## Examination question: spin-orbit constants along the 3p shell of highly charged neodymium

An electron in a p subshell carries the spin-orbit term $\zeta\,\mathbf{l}\cdot\mathbf{s}$. At nuclear charge $Z=60$, $\zeta$ is about 330 eV for 2p and 80 eV for 3p. The table gives $\zeta$ from scalar-relativistic Hartree-Fock orbitals for ions of charge $q$ with $N$ electrons. The bare columns use the nuclear field alone, the screened columns multiply this by a screened-nucleus factor, and the mean-field columns add the two-electron term.

Spin-orbit constants ζ (operator ζ l·s per electron) of Nd ions in their ground configurations, from PySCF 2.14.0. Unrestricted Hartree-Fock, one real determinant at highest spin, spin-free X2C one-electron Hamiltonian, Gaussian nucleus, even-tempered basis sets. The X2C spin-orbit operator has the bare nucleus, a screened-nucleus factor or a mean-field two-electron term.

| species | electrons | configuration | functions by l | ζ 2p, bare (1000/cm) | ζ 2p, screened (1000/cm) | ζ 2p, mean field (1000/cm) | ζ 3p, bare (1000/cm) | ζ 3p, screened (1000/cm) | ζ 3p, mean field (1000/cm) |
| --- | --- | --- | --- | --- | --- | --- | --- | --- | --- |
| Nd42+ | 18 | [Ar] | 18s 12p 4d 4f | 2778.30 | 2685.69 | 2648.37 | 671.858 | 649.463 | 641.186 |
| Nd43+ | 17 | [Ne] 3s2 3p5 | 18s 12p 4d 4f | 2785.23 | 2692.39 | 2655.61 | 682.936 | 660.172 | 651.911 |
| Nd44+ | 16 | [Ne] 3s2 3p4 | 18s 12p 4d 4f | 2793.64 | 2700.52 | 2664.28 | 692.691 | 669.601 | 661.374 |
| Nd45+ | 15 | [Ne] 3s2 3p3 | 18s 12p 4d 4f | 2802.26 | 2708.85 | 2673.22 | 702.356 | 678.944 | 670.767 |
| Nd46+ | 14 | [Ne] 3s2 3p2 | 18s 12p 4d 4f | 2810.77 | 2717.08 | 2682.03 | 711.883 | 688.154 | 680.026 |
| Nd47+ | 13 | [Ne] 3s2 3p1 | 18s 12p 4d 4f | 2819.46 | 2725.48 | 2691.03 | 721.489 | 697.439 | 689.365 |
| Nd48+ | 12 | [Ne] 3s2 | 17s 12p 4d 4f | 2814.67 | 2720.85 | 2687.10 | n/a | n/a | n/a |

(a) The nucleus is the same in every row. Why does $\zeta$ rise from Nd42+ to Nd47+, and why at such different rates for 2p and 3p?

(b) Estimate the rise of $\zeta_{3p}$ with Slater's rules and with the Landé scaling $(q+1)^2$.

(c) What do the screened and mean-field columns add?

(d) Are the first and last steps physical?

### Model answer

**(a)** Each 3p electron removed raises bare $\zeta$ by about 0.3% for 2p and 1.4% for 3p. Over five electrons the rises are 1.48% and 7.39%. The 2p figure sets a closed shell against an open-shell row and probably overstates the rise of the shell as a whole (part d). Between the two closed shells, Nd42+ and Nd48+, it is 1.31% over six electrons, about 0.2% each.

In atomic units $\zeta=\tfrac{\alpha^2}{2}\langle r^{-1}\,dV/dr\rangle$, with $\alpha$ the fine-structure constant and $V$ the electron's potential energy. For the bare nucleus $V=-Z/r$, so $\zeta=\tfrac{\alpha^2}{2}Z\langle r^{-3}\rangle$. A hydrogenic $n$p orbital in a charge $Z_\text{eff}$ has $\langle r^{-3}\rangle=Z_\text{eff}^3/3n^3$, and therefore

$$\zeta=\frac{\alpha^2}{2}\,\frac{Z\,Z_\text{eff}^3}{3n^3},\qquad \frac{\delta\zeta}{\zeta}=\frac{3\,\delta Z_\text{eff}}{Z_\text{eff}}.$$

Of the four powers in the familiar $Z^4$ law, one belongs to the operator and is fixed here. The other three describe the orbital, which contracts when screening charge leaves.

With $Z_\text{eff}=60$ the formula gives 935.0 thousand cm⁻¹ for 3p. Inverting it for Nd42+ gives $60\,(671.858/935.0)^{1/3}=53.74$, and for Nd47+ $60\,(721.489/935.0)^{1/3}=55.03$. The gain is $1.29/5\approx0.26$ per electron. The same inversion for 2p gives 0.06, or 0.04 between the two closed shells.

Gauss's law explains the contrast, since only charge inside an electron's radius pulls against the nucleus. Two 3p electrons share one radial range, so each is inside the other part of the time and screens a good fraction of a unit. A 2p electron sits near $4/Z_\text{eff}$ bohr, within the 3p radial node at $6/Z_\text{eff}$, and the hydrogenic 3p inner lobe holds only about a tenth of an electron. The 2p gain should thus fall somewhat below 0.1.

The radii from the same calculation show the contraction independently of $\zeta$. They carry no picture-change correction, an error that should nearly cancel in changes along a series at fixed $Z$. The rms radius shrinks by 0.61% for 2p and 3.00% for 3p, about one to five. A uniform rescaling would make $\zeta$ vary as (rms radius)⁻³, but Nd42+ and Nd47+ give an exponent of about 2.3 for 3p, and the two closed shells give 1.7 for 2p. The 3p radii span a change of basis between Nd44+ and Nd45+, where their step jumps, so the 3p shrinkage and what is derived from it are uncertain in the second figure. The removed charge lies mostly far out, so the tail, which sets the rms radius, should respond more than the inner region, which sets $\langle r^{-3}\rangle$.

A test without adjustable parameters is a spherical, non-relativistic Hartree calculation, in which each electron moves in the field of the nucleus and of all other electrons, iterated to self-consistency. It gives rises of 1.38% and 7.45%, and exponents below 3 as well. Direct electrostatic screening alone therefore reproduces the size of the 3p trend. For 2p it is close only to the open-shell rows: its six steps add to 42.90, or 46.5 on the table's scale, against 36.37 between the closed shells. The tabulated values lie about 8% above the model's. Relativistic enhancement near the nucleus is of this order (the Dirac splitting of a one-electron ion at $Z=60$ exceeds the formula by 14%), but the model also lacks exchange, and the two were not separated.

**(b)** Slater's screening constant for a 3p electron is $2+8(0.85)+0.35(N-11)$, which is 11.25 for Nd42+ and 9.5 for Nd47+. The rise is $(50.5/48.75)^3-1=11.2\%$, half as large again as the 7.39% found. The value 0.35 is made for energies and sizes, and it is indeed close to the gain of 0.32 that the 3p rms radii imply through the hydrogenic $\langle r^2\rangle=180/Z_\text{eff}^2$. For 2p the rules give no change at all, because they ignore penetration.

The Landé scaling gives $(48/43)^2-1=24.6\%$, and the actual exponent in $q+1$ is only 0.65. That law is meant for an electron that lives outside a compact core in the charge $q+1$ and dives in briefly. Here $q+1$ is already three quarters of $Z$, the inner and outer regions merge, and the screened hydrogenic picture is the nearer limit.

**(c)** The screened columns equal bare × 58/60 in every row and carry no separate information. Writing the mean-field value as bare × $(1-c/60)$ defines the charge $c$ removed by the two-electron term. It lies between 2.67 and 2.81 for both shells and falls in every step, by about 0.014 per electron. The fixed factor, with $c=2$, leaves $\zeta$ too high against the mean field, by $2685.69/2648.37-1=1.4\%$ for 2p in Nd42+.

The weight $r^{-3}$ confines the operator to small radii, where the enclosed electron charge comes from the inner shells and 3p hardly contributes. The enclosed charge of the Hartree model, averaged with this weight, is about 2 for both shells and changes by only 0.02 to 0.03 per electron. It falls some 0.7 short of $c$, and it contains no exchange-type terms. The mean-field rises, 1.61% and 7.51%, barely exceed the bare ones, so the trend resides in the orbitals.

**(d)** Least-squares lines in $q$ through the five open-shell rows, Nd43+ to Nd47+, have slopes of 8.56 (2p) and 9.63 (3p) thousand cm⁻¹ per charge and hold within 0.1. The closed-shell end rows were left out of the fit.

Nd48+ lies 13.28 below the 2p line, 0.47% of its value, and $\zeta$ drops where the Hartree model continues upward by 7.60. The 2p rms radius still shrinks, from 0.095698 to 0.09557 bohr, and $c$ falls by its usual amount, so neither expansion nor added two-electron screening explains the drop. The basis changes at this step, the smallest p exponent going from 12 to 14 bohr⁻², and no run in a common basis is at hand to exclude this as the cause. It is an unlikely one, since such changes disturb the outer 3s radius, while the earlier one, between Nd44+ and Nd45+, leaves $\zeta_{2p}$ on its line. The irregularity more likely lies in the open-shell rows. In an unrestricted determinant with a partly filled 3p shell the six 2p orbitals are no longer equivalent; in Nd47+ their energies run from −350.526 to −349.882 hartree. The outputs do not say which of these orbitals the tabulated constant describes. If it belongs to majority-spin orbitals and not to the shell average, they would keep their exchange with a same-spin 3p electron while other electrons are removed, and lose it only in the last step. The two closed shells, where all 2p orbitals are alike, differ by 6.06 per electron, and Nd47+ lies about 11 above the straight line joining them. The drop thus probably marks a change in which orbitals are measured, not a physical fall of $\zeta_{2p}$.

Nd42+ shares its basis with Nd43+ and lies 1.71 above the 2p line and 1.52 below the 3p line. The offsets nearly cancel in the sum of the two constants. A slight rotation between filled 2p and 3p orbitals would conserve that sum, but by a hydrogenic estimate it would also alter the first step of the 2p rms radius by about half, and that step is regular. The Hartree steps show no such feature either. The offsets are measured from lines through spin-polarised, mostly non-spherical determinants. If the constants there describe selected orbitals, the offsets more likely reflect that selection than any peculiarity of Nd42+.

### Remarks on the reasoning

$Z_\text{eff}$ taken from $\zeta$ only restates $\zeta$, and its absolute value absorbs the relativistic enhancement. The evidence for contraction comes from the radii and from the Hartree model. For 3p that model gets the five-step total better than the single steps. For 2p it falls somewhat below the open-shell rows, its last open-shell step scaled to the table's magnitude being $7.42\times1.084=8.04$ against 8.69, and it lies above the rise between the closed shells.

With $Z$ fixed, the series says nothing on the power of the nuclear charge, and an answer that cites $Z^4$ for the rise has named the wrong variable.

The relation $\delta\zeta/\zeta=3\,\delta Z_\text{eff}/Z_\text{eff}$ carries over by argument. For this pair of shells, removing an electron from the same shell gains about a quarter to a third of a unit, removing one from the next shell out gains under a tenth, and the same electron counts on a lighter nucleus give larger fractional steps.

With $\zeta_{3p}$ at 80 to 85 eV the real ions are close to jj coupling, whereas the orbitals here come from spin-free, highest-spin determinants. Nd45+ is the quartet S state, which is not its physical ground level. The constants characterise these reference orbitals, and level energies should not be built from them in first order.
